The three highest terms of octahedral d⁷

The spectrum and the question

Seven d electrons in an octahedral field feel two things that add. Each electron in the upper e pair costs Δ = 10Dq relative to the t2 set, and the electrons repel one another by amounts set by the Racah parameters B and C. In a symbol such as 4T1 the leading number is the spin multiplicity, and A, E, T mark orbital degeneracy one, two, three. The e-electron column, n below, is the mean occupation of the e pair. Three results of this parametric ligand-field model are hidden and are to be forecast.

Terms of a d⁷ shell in an octahedral (Oh) field, computed with ligand-field diagonalisation 1 by exact diagonalisation of a parametric ligand-field model without spin-orbit coupling. Racah B = 520 cm⁻¹, C = 2390 cm⁻¹ and 10Dq = 6760 cm⁻¹. Energies are relative to the lowest term; e electrons are the mean number in the cubic e pair.

```
term symbol  term energy (cm⁻¹)  term e electrons
        4T1                 0.0              2.06
         2E              4330.0              1.10
        4T2              5995.6              3.00
        2T1              9861.9              2.03
        2T2             10191.2              2.07
        4A2             12755.6              4.00
        2T1             12779.9              2.13
        4T1             13031.2              2.94
        2A1             15245.6              3.00
        2T2             16235.8              2.77
        2T1             17224.6              2.99
         2E             18433.9              3.01
        2T2             20340.0              3.10
        2T1             21306.9              3.25
         2E             22904.1              3.83
        2T2             23401.9              2.59
        2A2             25645.6              3.00
        2T1                   ?                 ?
         2E                   ?                 ?
        2T2                   ?                 ?
```

What mixes with what

The field favours definite configurations t2^(7−n) e^n; repulsion favours the free-ion terms 4F, 2G, 2D and so on. Neither couples states of different spin or symmetry, so the Hamiltonian falls into blocks. A d⁷ shell has four 2E, five 2T1 and five 2T2 terms, and each hidden row is the top of its block. A symmetry that occurs once cannot mix: 4T2, 4A2, 2A1 and 2A2 have integer n.

The two 4T1 states fix the zero. Measured from free-ion 4F they have diagonals 3B + 2Δ and 12B + 3Δ and coupling 6B. The lower root is E0 = 14284.42 cm⁻¹, with weight 0.061 of t2⁴e³, which reproduces n = 2.06. Without the coupling 4T2 would lie at Δ − 3B = 5200 cm⁻¹; the coupling lowers the ground term by 795.6 cm⁻¹ and so raises 4T2 to 3Δ − E0 = 5995.6 cm⁻¹, still below Δ. Every term then splits as

E + E0 = repulsion + nΔ

and the rounding of n leaves the repulsion uncertain by 34 cm⁻¹.

First estimate: one configuration per term

Take the strong-field diagonal elements of the Tanabe-Sugano matrices and match them to the terms by rank; nothing is fitted. On the eleven known doublets of the mixed blocks the rms miss is 1525 cm⁻¹. Nine lie below their diagonal value; the exceptions are the fourth 2T1 and the fourth 2T2. For the hidden 2T1, 2E and 2T2 the crude values are about 24600, 32300 and 32500 cm⁻¹, with scatter about 1500.

That symmetric bar is misleading for a top level. The highest eigenvalue cannot lie below the energy of any trial state, hence not below the largest diagonal. Nor can it exceed the sum of the two maxima, highest free-ion parent plus 4Δ, less E0. The brackets are 24600–32400, 32300–44300 and 32500–44300 cm⁻¹.

Second estimate: the trace

Mixing moves energy and e electrons among the members of a block and conserves their sums. The repulsion sums follow from the parents. The 2E block descends from 2G, 2H and both 2D terms and sums to 53B + 16C, and its strong-field terms have n = 4, 3, 3, 1. For this block:

53B + 16C = 27560 + 38240 = 65800
trace = 65800 + 11 × 6760 − 4 × 14284.42 = 83022.3
E = 83022.3 − (4330.0 + 18433.9 + 22904.1) = 37354.3 cm⁻¹
n = 11 − (1.10 + 3.01 + 3.83) = 3.06

Only settings and known rows enter. The other blocks have 55B + 15C (2T1) and 77B + 19C (2T2), each with 14 e electrons. The error bars are accumulated rounding.

Forecasts

The order is 2T1 < 2E < 2T2, with a large gap between 2T1 and 2E. All three lie above their crude values, 2E and 2T2 by more than three times the scatter, 2T1 by less than twice. The trace gives 26494.6 ± 0.3, 37354.3 ± 0.2 and 38499.0 ± 0.3 cm⁻¹, with n = 3.60 ± 0.025, 3.06 ± 0.02 and 3.47 ± 0.025. So the top 2E is not the e⁴ configuration, 2T1 and 2T2 are strongly mixed, and 2E and 2T2 should carry repulsion near the upper 2D parent. These statements are all read off the trace, so they stand or fall together.

The computed values

The withheld rows as computed:

```
term symbol  term energy (cm⁻¹)  term e electrons
        2T1             26494.6              3.60
         2E             37354.4              3.06
        2T2             38499.1              3.47
```

The trace values hit within their bars, the largest miss being 0.09 cm⁻¹, and all three terms lie inside their brackets. The trace rule is an identity of this Hamiltonian, so the hit confirms the counting of states and says nothing about a real ion. The crude estimate falls short by 1889, 5059 and 5994 cm⁻¹, or 7, 14 and 16% of the computed energies, outside its scatter each time. The repulsion forecast holds well for 2E, at 98% of the upper 2D energy of 31568 cm⁻¹, and only loosely for 2T2, at 93%. The output printed below lists all rows.

Why the misses differ

Whatever the lower members lose by mixing, the top member gains. For 2E the three lower shifts add to 1345.6 + 2011.7 + 1701.5 = 5058.8 cm⁻¹, the whole miss.

The split shows where the gain comes from. The top 2T1 starts as e⁴ with repulsion 9B + 3C = 11850 and ends with 16443 cm⁻¹, giving up 0.40 of an e electron; repulsion gained outweighs field energy lost. Its parents end at 2F, 19650 cm⁻¹, since a D term contains no T1. The 2E and 2T2 blocks contain the upper 2D, far above the repulsion of any single strong-field term (23B + 6C = 26300 cm⁻¹ at most), so only a superposition of such terms approaches it. That is why 2T1, with the most e electrons of the three, is the lowest by 10859.8 cm⁻¹. Placing the upper 2D unsplit at the mean occupation n = 2.8 misses 2E and 2T2 by only 1142 and 2287 cm⁻¹.

A near-integer n is no proof of purity. The top 2E has 3.06 and still sits far above its diagonal. The block holds two terms of t2⁴e³, and mixing between them leaves n unchanged, while admixtures of e⁴ and e¹ shift n in opposite directions and can nearly cancel; the table cannot show the weights, so this reading is argued.

A stronger field

By the Hellmann-Feynman theorem dE/dΔ equals n minus the ground-term 2.06. At first, then, 2T1 closes on 2E at 3.60 − 3.06 = 0.54 cm⁻¹ per cm⁻¹ of Δ, and 2T2 draws away from 2E at 3.47 − 3.06 = 0.41. The lowest 2E falls with slope −0.96 and would become the ground term near 11270 cm⁻¹, a straight-line extrapolation 67% beyond the one field computed.

In a real ion these high doublets can lie among charge-transfer states, which the model lacks along with covalency and vibronic coupling. Spin-orbit coupling, also absent, could reorder pairs as close as 4A2 and 2T1, 24.3 cm⁻¹ apart.

Numerical output:

```
rounding floor: E 0.05 cm-1, n 0.005, repulsion part 34 cm-1; 10Dq/B 13.00, C/B 4.60
4T1 2x2: zero E0 14284.42, lowering 795.6, upper 13031.2 cm-1, e3 weight 0.061
free-ion parents above 4F (cm-1): 2G 9250 2H,2P 11850 2D 13132 2F 19650 2D' 31568
known: term E | diagonal, E-diag | n, n diag | repulsion E+E0-n*10Dq (cm-1)
4T1      0.0 |   795.6  -795.6 | 2.06 2 |    359
2E    4330.0 |  5675.6 -1345.6 | 1.10 1 |  11178
4T2   5995.6 |  5995.6    +0.0 | 3.00 3 |      0
2T1   9861.9 | 11085.6 -1223.7 | 2.03 2 |  10424
2T2  10191.2 | 13165.6 -2974.4 | 2.07 2 |  10482
4A2  12755.6 | 12755.6    +0.0 | 4.00 4 |      0
2T1  12779.9 | 13165.6  -385.7 | 2.13 2 |  12666
4T1  13031.2 | 12235.6  +795.6 | 2.94 3 |   7441
2A1  15245.6 | 15245.6    +0.0 | 3.00 3 |   9250
2T2  16235.8 | 17845.6 -1609.8 | 2.77 3 |  11795
2T1  17224.6 | 17845.6  -621.0 | 2.99 3 |  11297
2E   18433.9 | 20445.6 -2011.7 | 3.01 3 |  12371
2T2  20340.0 | 22105.6 -1765.6 | 3.10 2 |  13668
2T1  21306.9 | 20965.6  +341.3 | 3.25 3 |  13621
2E   22904.1 | 24605.6 -1701.5 | 3.83 4 |  11298
2T2  23401.9 | 23045.6  +356.3 | 2.59 3 |  20178
2A2  25645.6 | 25645.6    +0.0 | 3.00 3 |  19650
diagonal model, 11 mixed doublets: rms 1525 cm-1, rms n 0.38, worst 2T2 at 10191.2
trace check, known blocks: single terms worst 0.02, 4T1 sum +0.04 cm-1
10Dq-4T2 764.4; 4A2-4T2 6760.0; 2T1-4A2 24.3 cm-1
slopes vs ground: 2E -0.96, 4T2 +0.94, 4A2 +1.94, 2T1 -0.03, 2T2 +0.01
linear crossover extrapolation: 10Dq 11270 cm-1, 21.7 B, 67% above present field
2T1 predict: diag 24606+-1525 (n 4+-0.38); bracket 24606-32406; unsplit parent 24294
  trace: E 26494.61+-0.25 cm-1, n 3.60+-0.025
  computed: E 26494.6, n 3.60; trace miss -0.01 cm-1, n +0.00; in bracket True
  diag miss +1889 (1.2 rms, 7.1%), n -0.40; parent miss +2201
  repulsion 16443 = 84% of top parent; field part above ground 10410 cm-1
2E predict: diag 32296+-1525 (n 3+-0.38); bracket 32296-44324; unsplit parent 36212
  trace: E 37354.33+-0.20 cm-1, n 3.06+-0.020
  computed: E 37354.4, n 3.06; trace miss +0.07 cm-1, n -0.00; in bracket True
  diag miss +5059 (3.3 rms, 13.5%), n +0.06; parent miss +1142
  repulsion 30953 = 98% of top parent; field part above ground 6760 cm-1
2T2 predict: diag 32506+-1525 (n 4+-0.38); bracket 32506-44324; unsplit parent 36212
  trace: E 38499.01+-0.25 cm-1, n 3.47+-0.025
  computed: E 38499.1, n 3.47; trace miss +0.09 cm-1, n -0.00; in bracket True
  diag miss +5994 (3.9 rms, 15.6%), n -0.53; parent miss +2287
  repulsion 29326 = 93% of top parent; field part above ground 9532 cm-1
gaps between withheld terms: 10859.8, 1144.7 cm-1
```
